**When the six valleys are not at the same energy: strain and the Richardson mass of n-Si**

The Richardson mass that Crowell gave in 1965 for a multivalley semiconductor is a plain sum over valleys. A plain sum needs every valley to have its band edge at the same energy at the top of the barrier. In cubic silicon symmetry guarantees that. Under a patterned silicide contact, or in a strained layer, it fails. I will show where the assumption enters, derive the first correction, and size it for (100), (110) and (111).

**The derivation, with each valley edge kept separate**

Take parabolic valleys, Boltzmann statistics and unit transmission above the barrier. Let $\mathbf n=(l_1,l_2,l_3)$ be the interface normal in the principal axes of valley $v$, and $E_v$ the valley edge at the barrier maximum. The current toward the metal, spin included, is

$$J_v=\frac{2q}{(2\pi)^3}\int d^2k_\parallel\int_{v_n>0}dk_n\,v_n f(E).$$

At fixed $\mathbf k_\parallel$, $v_n\,dk_n=dE/\hbar$. Exchanging the integrals gives

$$J_v=\frac{2q}{(2\pi)^3\hbar}\int dE\,f(E)\,S_v(E-E_v),$$

where $S_v(\epsilon)$ is the area of the shadow that the ellipsoid $\tfrac{\hbar^2}{2}\mathbf k\cdot\mathsf M^{-1}\mathbf k=\epsilon$ casts on the interface plane. Minimising the energy over $k_n$ leaves an ellipse whose mass tensor is the in-plane $2\times2$ block $\mathsf M_\parallel$ of $\mathsf M$. Hence $S_v=2\pi m_v\epsilon/\hbar^2$ with

$$m_v^2=\det\mathsf M_\parallel=\det\mathsf M\;(\mathbf n\cdot\mathsf M^{-1}\mathbf n)=l_1^2m_ym_z+l_2^2m_zm_x+l_3^2m_xm_y .$$

With $\beta=1/k_BT$ and $\int_0^\infty\epsilon\,e^{-\beta\epsilon}d\epsilon=(k_BT)^2$, the saturation current is

$$J_s=A_0T^2\sum_v\frac{m_v}{m_0}\,e^{-\beta(E_v-E_F)},\qquad A_0=\frac{4\pi qm_0k_B^2}{h^3}=120.2\ \mathrm{A\,cm^{-2}K^{-2}},$$

with $E_F$ the Fermi level at zero bias. Here is the assumption. Only if all $E_v-E_F$ equal one barrier $\phi_B$, written as an energy, does the exponential leave the sum, so that $A^*=A_0m^*/m_0$ with $m^*=\sum_vm_v$.

Silicon has six valleys along the cube axes. If $c_v$ is the cosine between the normal and the valley axis, $m_v^2=m_t^2c_v^2+m_lm_t(1-c_v^2)$. I take the typical values $m_l=0.92\,m_0$ and $m_t=0.19\,m_0$. On (100), two valleys with $c^2=1$ give $m_t$ each and four with $c^2=0$ give $\sqrt{m_lm_t}=0.418\,m_0$, in total $2.05\,m_0$. On (110), four with $c^2=\tfrac12$ give $0.325\,m_0$ and two with $c^2=0$ give $0.418\,m_0$, in total $2.14\,m_0$. On (111), all six have $c^2=\tfrac13$ and give $0.359\,m_0$, in total $2.15\,m_0$. The corresponding $A^*$ are 247, 257 and 259 A cm$^{-2}$ K$^{-2}$.

**Dropping the assumption**

In the deformation-potential form of Herring and Vogt, a valley with axis $\mathbf a_v$ shifts by $\Xi_d\,\mathrm{tr}\,\varepsilon+\Xi_u\,\mathbf a_v\cdot\varepsilon\,\mathbf a_v$. My convention is to measure $\phi_B$ to the mean of the six edges. What remains is

$$\delta_v=\Xi_u\left(\mathbf a_v\cdot\varepsilon\,\mathbf a_v-\tfrac13\mathrm{tr}\,\varepsilon\right),\qquad\sum_v\delta_v=0 .$$

With flux weights $w_v=m_v/m^*$ and averages $\langle\cdot\rangle$ taken over them,

$$\frac{J_s}{J_s^{(0)}}=\sum_vw_ve^{-\beta\delta_v},\qquad \ln\frac{J_s}{J_s^{(0)}}=-\beta\langle\delta\rangle+\tfrac12\beta^2\left(\langle\delta^2\rangle-\langle\delta\rangle^2\right)+\dots$$

The first correction is $-\beta\langle\delta\rangle$. The shifts sum to zero with equal weights, so this term exists only because the flux weights are unequal. On (111) they are equal, and the term vanishes for any strain tensor.

For numbers, take equal in-plane strain $\varepsilon$, tension positive, with no stress along the normal. For these three normals symmetry gives $\varepsilon_{ij}=\varepsilon\,\delta_{ij}-g\,\varepsilon\,n_in_j$ in the cube axes. The normal stress is $\varepsilon(C_{11}+2C_{12})-g\,\varepsilon\,C_L$, with $C_L$ the longitudinal modulus along $\mathbf n$, so $g=(C_{11}+2C_{12})/C_L$. The moduli are $C_{11}$ on (100), $(C_{11}+C_{12}+2C_{44})/2$ on (110) and $(C_{11}+2C_{12}+4C_{44})/3$ on (111). The compiled values $C_{11}=165.64$, $C_{12}=63.94$ and $C_{44}=79.51$ GPa (Oses 2018) give $C_L=165.64$, 194.30 and 203.85 GPa against a numerator of 293.52 GPa. Then

$$\delta_v=-U\left(c_v^2-\tfrac13\right),\qquad U=g\,\Xi_u\varepsilon,\qquad s=\beta U,$$

$$f(s)\equiv\ln\frac{J_s}{J_s^{(0)}}=\kappa_1s+\tfrac12\kappa_2s^2+\dots,\qquad\kappa_1=\langle c^2\rangle-\tfrac13,\qquad\kappa_2=\langle c^4\rangle-\langle c^2\rangle^2 .$$

On (100) the pair along the normal has weight $w=2m_t/m^*=0.185$, so $\kappa_1=w-\tfrac13$ and $\kappa_2=w(1-w)$. On (110) the four tilted valleys have $w=0.608$, so $\kappa_1=w/2-\tfrac13$ and $\kappa_2=w(1-w)/4$.

**How large**

Take the typical $\Xi_u\approx9$ eV, $T=300$ K ($k_BT=25.85$ meV) and an illustrative $|\varepsilon|=0.1\,\%$, which on (100) is a biaxial stress of $(C_{11}+C_{12}-2C_{12}^2/C_{11})\,\varepsilon=180$ MPa. The last three columns are changes of $J_s$ in per cent.

| | $g$ | $U$ (meV) | $\kappa_1$ | $\kappa_2$ | $\kappa_1s$, tension | full sum, tension | full sum, compression |
|---|---|---|---|---|---|---|---|
| (100) | 1.772 | 15.9 | $-0.148$ | 0.151 | $-9.1$ | $-5.7$ | $+12$ |
| (110) | 1.511 | 13.6 | $-0.029$ | 0.060 | $-1.5$ | $-0.7$ | $+2.4$ |
| (111) | 1.440 | 13.0 | 0 | 0 | 0 | 0 | 0 |

These are the model's numbers. Quoted values of $\Xi_u$ scatter by roughly ten per cent, so the second digit is soft. At this strain $s=0.62$ on (100) and 0.53 on (110), which is not small. The second-order term $\tfrac12\kappa_2s^2$ is 0.029 and 0.008, about a third and a half of the first-order term. The linear formula serves only well below 0.1 %.

On (100), tension lowers the pair along the normal, which carries little flux, and raises the four valleys that carry most of it. The current first falls. It turns round where $f'(s)=0$, that is where the lowered pair carries one third of the flux, $we^s/(we^s+1-w)=\tfrac13$. This gives $e^s=(1-w)/2w=\sqrt{m_l/m_t}$, or $s=0.79$ and $\varepsilon=0.13\,\%$, where the current is down by 6.0 %.

**Question.** *Strain only moves electrons between valleys, and doping fixes their number. Why should the current change?*

The doping does not appear in $J_s$. In the neutral region the Fermi level does move relative to the mean edge to conserve electrons, but the built-in potential absorbs that. What enters is $E_v-E_F$ at the barrier maximum, typically a few nanometres from the metal. For the same reason it is the strain there that counts, provided no valley edge is lifted higher deeper in the depletion layer. Intervalley scattering does not spoil this. It keeps the valleys at a common Fermi level, which the derivation already assumes.

**Question.** *Your first-order term goes as $1/T$. Is it a correction to the Richardson mass at all?*

Not in a Richardson plot, and this is the main message. Plot $\ln(J_s/T^2)=\ln A^*-\beta\phi_B+f(\beta U)$ against $\beta$ at fixed $U$ and draw the tangent at the working temperature. The slope gives an apparent barrier $\phi_B-Uf'(s)$. To first order this is a shift $-\kappa_1U$, or 2.4 meV upward for (100) at 0.1 % tension. The intercept gives

$$\frac{A_{\rm app}}{A^*}=e^{f-sf'}=\exp\Big(-\sum_vp_v\ln\frac{p_v}{w_v}\Big),\qquad p_v=\frac{w_ve^{-\beta\delta_v}}{\sum_uw_ue^{-\beta\delta_u}} .$$

The second form follows because $\sum_vp_v\ln(p_v/w_v)=sf'-f$. That sum is a relative entropy and is never negative, so splitting of either sign can only lower the intercept. The linear term cancels in $f-sf'$, and the first correction to the apparent Richardson constant is of second order,

$$\ln\frac{A_{\rm app}}{A^*}=-\tfrac12\kappa_2s^2+\dots$$

It does not depend on which edge the barrier is measured to, because a common shift leaves $p_v$ unchanged. On (100) at 0.1 % tension the leading term is $-0.029$ and the full expression gives a ratio of 0.96. At 0.5 %, where $s=3.1$, the ratio is 0.37 in tension and 0.85 in compression, or apparent masses of $0.77\,m_0$ and $1.74\,m_0$. The limits for large splitting are the masses of the lowest group alone, $2m_t=0.38\,m_0$ and $4\sqrt{m_lm_t}=1.67\,m_0$. Strong tension on (100) therefore breaks the plain sum, while compression hardly touches it.

**Question.** *You froze the masses. On (110) and (111) your strain has shear components in the cube axes.*

Yes, and there the frozen masses are not good enough. The off-diagonal strain is $\varepsilon_{xy}=-g\,\varepsilon\,n_xn_y$, zero on (100). For a valley along $z$ it couples the two conduction bands that meet at the X point. In the two-band model that goes back to Hensel, Hasegawa and Nakayama, with $k_z$ measured from X and the unstrained minimum at $|k_z|=k_0$, the lower band is

$$E=\frac{\hbar^2k_z^2}{2m_l}+\frac{\hbar^2(k_x^2+k_y^2)}{2m_t}-\sqrt{\Big(\frac{\hbar^2k_0k_z}{m_l}\Big)^2+\Big(D\varepsilon_{xy}-\frac{\hbar^2k_xk_y}{M}\Big)^2}.$$

Define $\Delta=2\hbar^2k_0^2/m_l$ and $\eta=2D\varepsilon_{xy}/\Delta$. The minimum sits at $k_z^2=k_0^2(1-\eta^2)$, where the root equals $\Delta/2$. The edge drops by $\Delta\eta^2/4$, and expanding the root adds $\eta\hbar^2k_xk_y/M$ to the energy. So $\mathsf M^{-1}$ gains the element $\eta/M$ in its $xy$ positions. The determinant changes only at order $\eta^2$, and

$$\frac{\delta m_v}{m_v}=\frac{n_xn_y\,\eta/M}{\mathbf n\cdot\mathsf M^{-1}\mathbf n}.$$

Approximate inputs are $D\approx14$ eV for tensor shear strain, $\Delta\approx0.5$ eV and $m_t/M\approx0.8$, with $D$ and $M$ positive, so that tension along [110] lightens the mass along [110]. On (110) at 0.1 % tension, $\eta=-0.042$ acts only on the pair whose axis lies in the interface. There $\delta m_v/m_v=\eta m_t/2M=-1.7\,\%$, and with weight 0.392 the sum changes by $-0.7\,\%$. On (111), $\eta=-0.027$ for all six valleys and $\delta m_v/m_v=\eta\,(m_t/M)/(2+m_t/m_l)=-1.0\,\%$. The edges drop by 0.22 meV for the pair on (110) and by 0.09 meV on (111), worth $+0.3\,\%$ in current in each case. The mass change is linear in strain and independent of temperature, so it is a true change of $A^*$. On (110) it matches the splitting effect in size. On (111) it is the leading correction.

**Question.** *What happens to the mean edge that you used as reference?*

It moves, and bulk band theory does not say by how much relative to the metal Fermi level, because that depends on the pinning. A scale can be set. The indirect gap has a pressure coefficient of about $-15$ meV/GPa. With the bulk modulus $(C_{11}+2C_{12})/3=97.84$ GPa this is 1.5 eV per unit volume strain. Since $\mathrm{tr}\,\varepsilon=(3-g)\,\varepsilon$, the volume part alone, which is the separation between the mean conduction edge and the mean valence edge, grows at 0.1 % tension by 1.8 meV on (100) and 2.3 meV on (111). The gap itself narrows, because the splittings are larger. On (100) the pair along the normal drops by $2U/3=10.6$ meV, and on both faces the top of the valence band typically splits upward by a few meV. If all of the volume part fell on the barrier, $\ln J_s$ would drop by 0.07 and 0.09. This rivals the (100) row of the table and exceeds the other two. The table therefore gives the splitting contribution and not the full strain response of a diode. The intercept formula is safe from this term, which is common to all valleys and goes as $1/T$.

**Question.** *Contact strain is often thermal. It changes while you sweep the temperature.*

Then a first-order term returns. With $U=U_0+U'T$ we have $s=\beta U_0+U'/k_B$, and the tangent intercept becomes $f-sf'+(U'/k_B)f'$. Near zero strain the new term is $\kappa_1U'/k_B$ with $U'=g\,\Xi_u\,d\varepsilon/dT$. As an illustration, clamp a (100) layer to a support that does not expand. The compiled expansion coefficient $2.6\times10^{-6}$ K$^{-1}$ (Kaye and Laby Online) gives $d\varepsilon/dT=-2.6\times10^{-6}$ K$^{-1}$, so $U'/k_B=-0.48$ and $\ln A_{\rm app}$ rises by 0.07. The volume term of the previous answer would add up to 0.05 in the same direction.

**Question.** *Could one see any of this?*

At 0.1 % strain, hardly, in a single Richardson plot. An illustrative barrier drift of $-10^{-4}$ eV/K multiplies the intercept by $\exp(10^{-4}\,\mathrm{eV\,K^{-1}}/k_B)=3.2$, far more than a few per cent. The unstrained model also overshoots. Effective Richardson constants typically used for n-Si diodes are near 110 A cm$^{-2}$ K$^{-2}$, so the model's values of about 250 are high by a factor of two or a little more. That is usually put down to quantum reflection, phonon backscattering and diffusion through the depletion layer, all outside the unit-transmission picture. My ratios carry over only as far as those factors are alike for all valleys, and since they depend on the mass along the normal, that is approximate. The case to look for is (100) in tension at half a per cent, compared with an unstrained twin. There the model's apparent mass falls from $2.05\,m_0$ to $0.77\,m_0$ at 300 K, because most of the flux has passed to the two valleys with the smallest shadow.